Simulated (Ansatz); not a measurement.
## A substitution series on Ge: OH to F

Gas-phase molecules. On one Ge centre, n of the OH ligands are replaced by F. The atomisation energy (no zero-point term) y in kJ/mol at CCSD(T)/def2-TZVPP. Shapes: PBE0-D4/def2-TZVP. Flexible molecules stand in one conformer, not always the lowest. Programs: Ansatz 0.2.0.

| molecule | n | y (kJ/mol) |
| --- | --- | --- |
| Ge(OH)3 | 0 | 2394 |
| Ge(OH)2F | 1 | ? |
| Ge(OH)F2 | 2 | 1700 |
| GeF3 | 3 | 1347 |

Task: Fit y = c + s·n to the known rows and predict Ge(OH)2F.

Result: 
1. Means of the 3 rows: n = 1.66667, y = 1813.7.
2. Σ(Δn)² = 4.6667, Σ(Δn·Δy) = -1627.3, so the slope is -1627.3/4.6667 = -348.7.
3. Intercept: 1813.7 − (-348.7) × 1.66667 = 2394.9. The largest residual of the fit is 2.6.
4. Ge(OH)2F: 2394.9 + (-348.7) × 1 = 2046 kJ/mol.

The run gave 2050 kJ/mol, so the prediction is off by -4 kJ/mol, more than the largest residual. The steps are nearly additive. The slope is the difference between a Ge–F and a Ge–OH bond with the ligands’ own bonds. Other levels give for Ge(OH)2F: r2SCAN-D4/def2-TZVPP 2124; r2SCAN0-D4/def2-TZVPP 2037; wB97X-V/def2-TZVPP 2108 kJ/mol. Coupled cluster in double- or triple-zeta sets underbinds by a few per cent against its basis-set limit. Open shells run unrestricted. Relativity is left out for Ge. Outer-core shells of Ge are correlated, in sets that cover them unevenly.

Replacing OH by F lowers the atomisation energy almost linearly, but this doesn't mean that Ge–F is the weaker bond. Each substitution also removes an O–H bond, and the slope is smaller in magnitude than the energy of a typical O–H bond. This suggests that Ge–F is stronger than Ge–OH, as expected for the more polar bond to the more electronegative ligand.

Near-additivity is plausible because all four molecules are Ge(III) radicals: the unpaired electron stays largely on germanium, and each ligand keeps a similar polar single bond. The loss per step grows slightly along the series, perhaps because successive fluorines compete for charge from an increasingly electron-poor centre, though changes in OH orientation or O–H···F contacts could do the same. The spread between methods for Ge(OH)2F far exceeds its deviation from the line, so additivity within one method says little about absolute accuracy. Nor does the slope give the direction of OH/F exchange, which also depends on the molecules that supply fluorine and carry away the hydroxyl group.
